The Be₅Tl crystal examined here was built by element substitution and left unrelaxed. Each row of the table is one wave vector k, a corner of the path through the crystal's reciprocal space. The band columns give the energies of the 12th to 16th band, counted from the bottom of the valence bands, with the Fermi level as zero. States well below zero are filled and states well above it are empty.

Kohn-Sham bands of Be₅Tl (F-43m, unrelaxed cell), computed with Ansatz 0.2.0 using r2SCAN, plane waves and generated PAW datasets, scalar-relativistic and without spin polarization. The plane-wave cutoff is 500 eV, the k-mesh 9×9×9 and the Fermi-Dirac smearing width 0.1 eV. Band v1 is the highest band filled at some point of the mesh.

```csv
k-point,"coordinates (reciprocal vectors of the computed cell, not always the standard one)",band v3 (eV from the Fermi level),band v2 (eV from the Fermi level),band v1 (eV from the Fermi level),band c1 (eV from the Fermi level),band c2 (eV from the Fermi level),c1 less v1 (eV)
K,-0.375 0 0.375,1.41,1.42,3.36,3.55,5.12,0.19
Gamma,0 0 0,-0.21,-0.21,-0.21,1.58,1.58,1.79
L,0 0 0.5,-1.35,-1.03,3.19,3.88,3.88,0.69
W,-0.5 -0.25 0.25,0.03,0.70,4.54,5.27,5.31,0.73
X,-0.5 -0.5 0,3.78,4.10,4.26,4.26,4.70,0.00
```

**1. Which value of "c1 less v1" separates filled from empty states?**

Only the one at Gamma, 1.79 eV. Band v1 is the highest band that is filled at some point of the mesh, and among these corners it lies below the Fermi level at Gamma alone. At K and X, where the difference is small or zero, both bands lie more than 3 eV above the Fermi level. Two empty bands approach or meet there, which has no bearing on whether the crystal conducts. In a metal, read the sign of each band energy before reading a difference between bands.

**2. Why is it a metal, and would one more electron change that?**

The cell holds 23 valence electrons, and each band takes two per cell. That makes 11.5 filled bands on average, so a calculation with all spins paired must leave at least one band partly filled.

An even electron number would allow a gap, but here it would not produce one. Band v3 rises to 3.78 eV at X, while band v2 falls to −1.03 eV at L, an overlap of 4.81 eV. Suppose lead, with one electron more, took the place of thallium and the bands kept their shape. The added electron would then spread over several overlapping bands, and the crystal would remain a metal.

**3. Why are more bands filled at Gamma than at X?**

Ten of the electrons sit in the Tl 5d shell, which the same calculation places almost entirely more than 12 eV below the Fermi level. Picture the other 13 as waves in an empty box with the volume of the crystal. Their energy depends only on the length of the wave vector, so the filled waves occupy a sphere. Each corner k collects the waves k+G, where G is any reciprocal lattice vector, and these come in groups of equal length. A corner has many filled bands if a large group lies just inside the sphere, and few if the next group lies outside.

The radius k_F of the sphere follows from the electron density. The cube of edge a contains four cells and therefore 4 × 13 = 52 of these electrons, so k_F = (3π² × 52)^(1/3)/a = 11.55/a. In units of 2π/a, the squared radius is (11.55/2π)² = 3.38. Squared lengths of the waves can now be compared with this one number:

- At Gamma, one wave has squared length 0 and eight have 3. These nine lie inside the sphere, and the next group, at 4, lies outside. With the five 5d bands, 14 are filled.
- At X, two waves have squared length 1 and four have 2. These six lie inside, and the next group, at 5, is far outside. With the five 5d bands, 11 are filled.

The same count gives 13 bands at L and 11 at K. The computed bands agree exactly at Gamma and L, and at K and X they allow at most 11. No constant was adjusted to the bands; only the electron number and the cell size enter. For a related crystal, the steps are the same: find the new radius and see which groups it encloses.

**4. Where does the free-electron picture fail?**

It fails first at W. A group of four waves lies there just inside the sphere, only about 0.5 eV below the Fermi level, so the model counts 13 filled bands. In the calculation, the upper two bands of that group have moved up to 0.03 and 0.70 eV. The first is partly filled and the second is practically empty. A count is fragile wherever a group lies this close to the surface of the sphere. The agreement at Gamma is not secure either: the computed level there is only 0.21 eV below the Fermi level, much less than the model's typical error.

The cause, by standard theory, is the potential of the atoms. It mixes waves of equal length and splits them into higher and lower levels, but to first order it leaves the mean of the group in place. The table allows a test at K, where bands v3 to c1 form one complete group. They are spread over about 2 eV, yet their mean is 2.4 eV, against 2.7 eV for free electrons. One corner supports the argument but does not establish it for the others.

Splitting can also explain why band v1 is flatter than the model makes it. At Gamma it belongs to the top of its group and is pushed up; at L, W and X it lies at or near the bottom of a higher group and is pushed down. Its energies therefore span 4.75 eV over the corners, where free electrons would span 8.2 eV. Over all 25 band energies, the typical (root-mean-square) miss is 1.3 eV.

Aluminium is a useful comparison. Its valence bands are close to those of free electrons, with modest gaps where waves mix. Be₅Tl shares the counting and much of the order of the levels, but here the shifts are too large for the model to replace the band calculation. Use it to understand why the number of filled bands differs between corners, and take the energies from the table. The output printed below compares the free-electron model with every row.

**5. Which equal energies are required by symmetry?**

At Gamma, the tetrahedral symmetry of the crystal makes the directions x, y and z equivalent, so a level can be threefold. Bands v3, v2 and v1 form such a level at −0.21 eV. Bands c1 and c2 also coincide there, at 1.58 eV. They are either a twofold level, which this symmetry also allows, or part of another threefold one; the next band is not listed. At L and X, two directions remain equivalent and pairs can occur. This is the natural reading of the equal c1 and c2 at L, and of the zero difference between v1 and c1 at X. Relaxing the atoms would shift these levels but keep them together, as long as the symmetry survives.

K is different. Only a mirror plane remains there, and it forces no two levels to coincide. Bands v3 and v2 lie only 0.01 eV apart, but since no symmetry ties them together, their closeness is accidental.

**6. What would spin-orbit coupling change?**

It couples an electron's spin to its orbital motion, and the present calculation leaves it out. Theory says that it can split the threefold level at Gamma into one part with four states and one with two, spin included. The effect is strong for the 6p electrons of thallium, roughly 1 eV in the free atom. How much of it reaches this level depends on the thallium share of the level, which is untested here.

The question matters because the level lies only 0.21 eV below the Fermi level. In a p-like level, the part with four states rises by a third of the splitting. With the Fermi level held in place, a splitting above about 0.6 eV would therefore lift that part above zero and change the number of filled bands at Gamma. Include spin-orbit coupling before using these bands to describe the Fermi surface near that point.

**7. Which digits can be trusted?**

That depends on the use. Within this one calculation, the second decimal helps to recognise levels that coincide. For filling, the distance from the Fermi level matters more, because the calculation smears the occupation over a width of 0.1 eV. The level at Gamma is then about 89% filled and band v3 at W about 43%, so neither is simply full or empty. At L, by contrast, bands v2 and v1 lie at least 1 eV from the Fermi level on either side, and the count of 13 is clear.

For a real crystal, even the first decimal is not secured. Four of the five beryllium atoms in the cell feel forces of about half an eV/Å, so their positions would change on relaxation, with an untested effect on the bands. Kohn-Sham energies are also not exact energies for adding or removing an electron. Relax the structure first, then recompute the bands with spin-orbit coupling, and check Gamma and W before anything else.

The analysis program printed:

```
filled bands on average: 11.5
free-electron Fermi energy above the band bottom in eV: 12.24
bands below the Fermi level:
    row  computed (upper bound at K W X)  free electrons plus five 5d bands
      K                               11                                 11
  Gamma                               14                                 14
      L                               13                                 13
      W                               11                                 13
      X                               11                                 11
free-electron energies from the Fermi level in eV:
    row  v3 and v2      v1     c1     c2
      K      2.708   2.708  2.708  6.331
  Gamma     -1.367  -1.367  2.255  2.255
      L     -2.273   4.972  4.972  4.972
      W    -0.4617   6.784  6.784  6.784
      X      5.878   5.878  5.878  5.878
free-electron energy less computed in eV:
    row       v3      v2       v1       c1      c2
      K    1.298   1.288  -0.6518  -0.8418   1.211
  Gamma   -1.157  -1.157   -1.157   0.6753  0.6753
      L  -0.9231  -1.243    1.782    1.092   1.092
      W  -0.4917  -1.162    2.244    1.514   1.474
      X    2.098   1.778    1.618    1.618   1.178
rms of these 25 differences in eV: 1.328
mean of the four bands v3 to c1 at K in eV: 2.435
free-electron value less that mean in eV: 0.2732
spread of v1 over the corners in eV: 4.75
the same spread for free electrons in eV: 8.151
overlap of bands v3 and v2 over the corners in eV: 4.81
v2 less v3 at K in eV: 0.01
v2 less v3 at W in eV: 0.67
filling of the v1 level at Gamma with width 0.1 eV: 0.8909
filling of v3 at W with width 0.1 eV: 0.4256
rank correlation of v1 with free electrons: 0.9
```
